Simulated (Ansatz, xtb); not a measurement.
C5H6F4: which of two isomers lies lower

Structure X: `FC(F)(F)[C@H]1C[C@@H](F)C1`, a singlet. Structure Y: `F[C@@H]1CC[C@@H]1C(F)(F)F`, a singlet. Both are isolated molecules in the gas phase, relaxed with B3LYP/def2-SVP.

Problem. Which of the two would you expect CCSD(T)/def2-SVP + ΔMP2/def2-TZVPP electronic energies to favour?

Solution. Structure X; the calculation gives E(Y) − E(X) = +3.1 kcal/mol.

Level by level:

```
                             level        geometry  E(Y) − E(X) (kcal/mol)  departure from the last row (kcal/mol)  job, with rough time for the two
                          GFN2-xTB        GFN2-xTB                      +2.3                                    −0.8              optimisation, 0.66 s
                         HF/STO-3G        GFN2-xTB                      +1.5                                    −1.6               single point, 2.5 s
                r2SCAN-D4/def2-SVP        GFN2-xTB                      +1.7                                    −1.4                single point, 16 s
                    B3LYP/def2-SVP  B3LYP/def2-SVP                      +2.7                                    −0.4             optimisation, 3.7 min
                       HF/def2-SVP  B3LYP/def2-SVP                      +3.2                                    +0.1           part of the CCSD(T) run
                      MP2/def2-SVP  B3LYP/def2-SVP                      +2.6                                    −0.4           part of the CCSD(T) run
                  CCSD(T)/def2-SVP  B3LYP/def2-SVP                      +2.5                                    −0.6                      single point
CCSD(T)/def2-SVP + ΔMP2/def2-TZVPP  B3LYP/def2-SVP                      +3.1                                                     single point, 8.1 min
```

As drawn, both hold the same kinds of bond in the same numbers.

The levels shown agree on the order. The largest departure from CCSD(T)/def2-SVP + ΔMP2/def2-TZVPP is that of HF/STO-3G, 1.6 kcal/mol. The last row adds to CCSD(T) the change of the MP2 difference between the two basis sets, here +0.6 kcal/mol.

With thermal terms from frequencies at re-optimised GFN2-xTB minima (ideal gas, soft modes damped towards free rotors, one conformer each, 298.15 K, 1 atm): the zero-point term adds +0.1 kcal/mol; ΔH is +3.2 and ΔG +3.3 kcal/mol.

The correlated steps freeze 9 core orbitals. Programs: Ansatz 0.2.0, xtb 6.7.1; the last row on 2 threads of Intel(R) Xeon(R) Processor @ 2.50GHz (Skylake/Cascade Lake) on a shared host.

The preference for X is one of substituent placement: both isomers are cis-disubstituted cyclobutanes, with fluorine and CF3 in a 1,3 relationship in X and on adjacent carbons in Y. Ring strain should therefore largely cancel. In Y the near-eclipsed ring bonds hold the two groups close together on the same face, so the penalty probably comes from steric crowding and repulsion between the C–F dipoles, with the inductive pull of CF3 on the neighbouring, already electron-poor C–F carbon adding to it.

Hartree–Fock already gives the preference, so it does not originate in electron correlation. In the def2-SVP basis, correlation instead narrows the gap from +3.2 to +2.5 kcal/mol, as might be expected if dispersion favours the more compact Y. The closeness of HF/def2-SVP to the final value thus reflects compensation between missing correlation and the small basis, not inherent accuracy. The result does not establish a general preference for 1,3 over 1,2 substitution, since the trans form of Y would relieve some of the same-face repulsion.
